Which ultraviolet photons does a short conjugated molecule absorb, and can their energy be estimated from the drawn structure alone? The molecule here is a planar chain N≡C–C=C–C=N with a fluorine atom on the middle double bond. A pencil estimate needs two decisions: which electron jumps can absorb light, and how much energy those jumps cost. The values to compare with are the six lowest singlet excitations from time-dependent density functional theory, at one fixed geometry.

PySCF 2.14.0, linear-response time-dependent DFT with CAM-B3LYP/6-31+G(d), without the Tamm–Dancoff approximation, for the six lowest singlet excitations of neutral C4H3FN2 at its GFN2-xTB geometry. The leading pair weight is the share of the largest natural transition orbital pair in each state.

```
row  excitation energy (eV)  oscillator strength  leading pair weight
  1                   4.308                0.003                0.995
  2                   5.482                0.525                0.959
  3                   6.281                0.000                0.946
  4                   6.851                0.001                0.963
  5                   7.296                0.000                0.985
  6                   7.361                0.097                0.771
```

**First decision: does the jump absorb?**

The oscillator strength measures how strongly a state absorbs. Row 2 is bright, row 6 is moderately so, and the other four stay at or below 0.003. The orbitals of the same calculation show what separates them. In rows 2 and 6 an electron goes from one π orbital to another, while in rows 1, 3, 4 and 5 it passes between a π orbital and one that is symmetric about the molecular plane, called an in-plane orbital here.

The plane of the molecule acts as a mirror. A π orbital changes sign across it and an in-plane orbital does not, so a jump between the two kinds has no transition dipole along the chain, even if it moves charge that way. Only a transition dipole perpendicular to the plane remains. In rows 1, 3 and 4 that one is small too, because two p orbitals on the same atom, one in the plane and one upright, give no dipole between them. A little s character in the in-plane orbital relaxes this, which would explain why row 1, which starts from the lone pair of the imine nitrogen, has the largest dipole of the four weak states. In row 5 the receiving orbital is diffuse. The π orbital that the electron leaves changes sign along the chain, so its contributions to the perpendicular dipole may largely cancel.

The mirror would also allow a jump between two in-plane orbitals, but none occurs among these six states. For the lowest states of such a chain, the first rule is therefore to draw the orbitals and keep only π→π* jumps as candidates for strong absorption. It sorts all six rows correctly. It can be used before any energy is known.

**Second decision: what does a π→π* jump cost?**

Each of the six chain atoms gives one electron to the π system. The upright lone pair of fluorine is left out for simplicity. Treat these electrons as free to move along a box of length $L$. The level with $n$ half-waves has the energy

$$E_n = n^2 u, \qquad u = \frac{h^2}{8mL^2} \approx \frac{38\ \text{eV Å}^2}{L^2},$$

where $h$ is Planck's constant and $m$ the electron mass. Six electrons fill levels 1 to 3, so level 4 is the first empty one.

The real chain isn't a smooth box, because short and long bonds alternate. The wave of level 3 has its crests near the short bonds, where electrons are held more firmly. The wave of level 4 has its crests near the long bonds. Alternation thus lowers the last filled level, raises the first empty one and widens the gap between them. A simple correction for a chain of $N$ π electrons is $V_0(1-1/N)$, with $V_0$ roughly 2 eV, a recalled value. The estimate for a jump from level $i$ to level $j$ becomes

$$E_{i\to j} \approx (j^2-i^2)\,u + V_0\left(1-\frac{1}{N}\right).$$

The constant $V_0$ has to stand for more than alternation. The excited electron is attracted by the hole it leaves behind, and exchange between the two raises the singlet. The box treats neither separately, so $V_0$ shouldn't be read as a property of the bonds.

**Row 2 in full**

The five bonds of the chain add up to 6.61 Å. The waves spill over the end atoms, so one average bond length is added at each end, which makes $L$ about 9.26 Å. The energy unit is then $u = 0.44$ eV. The alternation term is $2 \times 5/6$, or about 1.7 eV.

The cheapest π→π* jump is 3→4 and costs $16-9=7$ units, about 3.1 eV. With the alternation term the estimate is 4.7 eV, against 5.48 eV in the table. The rule is too low by 0.7 eV, or 14 per cent of the table value. Nothing was fitted to this row.

**Row 6, from the next level down**

The next jump into the same empty level starts from level 2 and costs $16-4=12$ units, about 5.3 eV. The estimate is 6.9 eV, against 7.36 eV in the table, which is 0.4 eV too low. This row wasn't fitted either.

The shape of the hole is compatible with this assignment. The wave of level 2 has a node at the centre of the chain, so it should leave the middle double bond almost empty. The box puts 11 per cent of that level on the two middle atoms, and in the calculation they carry 8 per cent of the hole of row 6. This is a weak test, because a π orbital confined to the imine would also leave those atoms nearly empty.

The same picture suggests why row 6 is the weaker absorber. In a symmetric box the waves of levels 2 and 4 both change sign on reflection through the centre, and a jump between two such waves has no dipole. Levels 3 and 4 behave oppositely on reflection, so their jump is allowed. The real chain has a nitrile at one end and an imine at the other, and the hole of row 6 leans strongly towards the imine. This imbalance can lift the ban. So can the bend of the chain, whose two ends lie on the same side of the middle double bond, but in an otherwise symmetric chain the bend would give a dipole across that bond. The computed dipole of row 6 points mostly along the bond, which suggests that the difference between the two halves matters more.

**How far to trust the energies**

The distance between the two bright states tests the box more sharply than either energy, because the constant term cancels. The box gives a spacing of 2.19 eV and the table 1.88 eV. The level pattern is therefore about right but somewhat too wide.

One likely reason is that the rule adds the full alternation term to both jumps. Level 2 fits the pattern of short and long bonds less well than level 3, so alternation should lower it less. Row 6 is also less pure than the rule supposes. Its leading pair weight, the share of the state carried by its most important hole–electron pair, is 0.77, whereas row 2 reaches 0.96.

If the energy of one bright state is already known, it can replace the constant term. Starting from the table value of row 2 and adding the five extra units of the box puts row 6 too high by 0.3 eV. Row 2 is then exact by construction, so only row 6 counts as a test. The printed analysis after this text gives both versions of the estimate.

The length of the box is the delicate choice. With only half a bond added at each end, row 2 comes out 0.4 eV too high, a smaller miss than before, but row 6 comes out 1.5 eV too high. One full bond serves the pair better. Two energies can't establish that choice for other molecules.

**Where the rule stops**

The box contains only π electrons, so it gives no energy for rows 1, 3, 4 and 5. Those depend on how firmly a lone pair or an in-plane nitrile orbital holds its electron, or on how a diffuse orbital lies outside the chain. This matters at once for the lowest state. The estimate of 4.7 eV made for row 2 actually lies closer to the dark row 1, at 4.31 eV, so a matching energy alone doesn't identify a state.

The box also shouldn't be used to calculate the strength of absorption. Treated as a straight rod with independent electrons, it gives row 2 an oscillator strength of 2.8, about five times the table value. It tells which π→π* jump should be the stronger, not how strong it is.

At the upper end the table itself becomes less certain. Row 5 places its electron in a diffuse orbital, whose energy is sensitive to the basis set, and it lies only 0.07 eV below row 6. Their order is not secure. Row 6 has a further weakness. This kind of calculation leaves out jumps of two electrons at once, which are known to mix into the corresponding state of simple polyenes. An estimate for row 6 can point to an energy region, but not to a position in the list.

For a related planar chain the procedure is the same: set aside the jumps that cross between in-plane and π orbitals, count the π electrons, measure the chain and take the jump from the last filled to the first empty level. That jump costs $N+1$ units plus the alternation term, but $u$ falls with the square of the length. The rule therefore expects a longer chain to absorb at lower energy. For the two π→π* states here, the rule with its recalled constant agrees with the calculation to somewhat under 1 eV. Agreement with a measured spectrum wasn't tested.

Numerical output:

```
chain length and box length (angstrom): 6.613, 9.258
energy unit of the box (eV): 0.4388
bond alternation term (eV): 1.667
row 2 estimate (eV): 4.738
row 2 estimate less table (eV): -0.744
row 6 estimate (eV): 6.932
row 6 estimate less table (eV): -0.4291
spacing of rows 2 and 6 in the box (eV): 2.194
spacing of rows 2 and 6 in the table (eV): 1.879
row 6 estimate less table when the constant is anchored on row 2 (eV): 0.3148
row 2 estimate less table with half a bond at each end (eV): 0.3651
row 6 estimate less table with half a bond at each end (eV): 1.472
row 2 estimate less the energy of dark row 1 (eV): 0.43
share of the row 6 hole on the middle C=C, table run: 0.08
share of the second box level on the middle two atoms: 0.1076
oscillator strength of row 2 from the straight box: 2.8
that strength over the table value: 5.333
intensity classes:
  row  pi to pi*  oscillator strength  transition dipole (a.u.)
    1          0                0.003                     0.181
    2          1                0.525                     1.978
    3          0                    0                     0.028
    4          0                0.001                     0.055
    5          0                    0                     0.034
    6          1                0.097                    0.7339
```
